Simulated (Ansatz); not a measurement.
From three elastic constants to directional properties of FeCo3

Theory: DFT LDA, scalar-relativistic, plane waves, PAW in Ansatz 0.2.0. Settings: 420 eV plane-wave cutoff, Γ-centred 12×12×12 mesh, Gaussian smearing of 0.20 eV. Collinear spin, site moments 2.0, 1.2, 1.2, 1.2 μB.

Relaxed structure:
```yaml
crystal:
  lattice:
    - [3.42055, 0.00000, 0.00000]
    - [0.00000, 3.42055, 0.00000]
    - [0.00000, 0.00000, 3.42055]
  atoms:
    - { symbol: Fe, position: [0.00000, 0.00000, 0.00000] }
    - { symbol: Co, position: [0.50000, 0.50000, 0.00000] }
    - { symbol: Co, position: [0.50000, 0.00000, 0.50000] }
    - { symbol: Co, position: [0.00000, 0.50000, 0.50000] }
```

In a metal, frequencies and elastic constants depend on the k mesh and the smearing, soft modes and shear constants most.

With ions relaxed, on the cubic axes: C11 = 187.8, C12 = 50.6, C44 = 173.3 GPa. The density is 9.653 g/cm³.

**Question.** Is the crystal stable against strain, and how anisotropic is it?

**Answer.** Born's conditions hold: C11 + 2C12 = 288.9, C11 − C12 = 137.3 and C44 = 173.3 GPa are all positive. B = (C11 + 2C12)/3 = 96.3 GPa. The two shear moduli are C44 and C′ = (C11 − C12)/2 = 68.6 GPa, so Zener's ratio is A = C44/C′ = 2.53: the tetragonal shear C′ is the soft one, as in many fcc and bcc metals and zincblende crystals. The Cauchy pressure C12 − C44 is -122.8 GPa; it would vanish for pair forces between atoms on inversion centres at zero pressure, and a negative value is usual with directional bonding, though many-body forces give one in some ionic oxides too.

**Question.** Give the sound speeds along the three symmetry directions.

**Answer.** The Christoffel equation gives ρv² for each branch:
| direction | branch | ρv² | GPa | v (m/s) |
| --- | --- | --- | --- | --- |
| [100] | L | C11 | 187.8 | 4411 |
| [100] | T (×2) | C44 | 173.3 | 4238 |
| [110] | L | (C11 + C12 + 2C44)/2 | 292.5 | 5505 |
| [110] | T, u ∥ [001] | C44 | 173.3 | 4238 |
| [110] | T, u ∥ [1-10] | (C11 − C12)/2 | 68.6 | 2666 |
| [111] | L | (C11 + 2C12 + 4C44)/3 | 327.4 | 5824 |
| [111] | T (×2) | (C11 − C12 + C44)/3 | 103.5 | 3275 |

**Question.** How does Young's modulus depend on direction?

**Answer.** Inverting gives S11 = 6.011, S12 = -1.275, S44 = 5.769 TPa⁻¹. Along a unit vector (l, m, n), 1/E = S11 − 2(S11 − S12 − S44/2)(l²m² + m²n² + n²l²), where the last bracket is 0, 1/4 and 1/3 for [100], [110] and [111]: E = 166, 262 and 325 GPa. With A > 1 the body diagonal is stiffest. For a film on (001), the biaxial modulus is C11 + C12 − 2C12²/C11 = 211 GPa and the normal strain is −2C12/C11 = -0.54 times the in-plane one.

Cost: 2 runs of about 13 core-minutes in all, on Oxide Virtual Turin-like Processor (Zen 5) (shared hosts).

The shear anisotropy is what close packing leads one to expect: C44 directly stretches and compresses nearest-neighbour bonds, whereas the tetragonal shear C′ follows the Bain path towards bcc, along which the energy of Fe-Co alloys usually rises only gently. The resistance to volume change is the odd result. A bulk modulus of 96.3 GPa is far below that of iron, cobalt and their alloys, and LDA, which overbinds, would normally err on the stiff side. Since both shear moduli look ordinary, the fault probably lies in the volume response: moments that change strongly with volume at the contracted LDA lattice constant, or strained cells that settle in different magnetic solutions, could soften it. A low bulk modulus also pulls down C12, so the strongly negative Cauchy pressure is poor evidence of directional bonding here. The order of the two shear moduli is therefore more credible than the longitudinal speeds or the biaxial modulus. Positive elastic constants don't establish stability against finite-wavelength phonons or against competing phases.
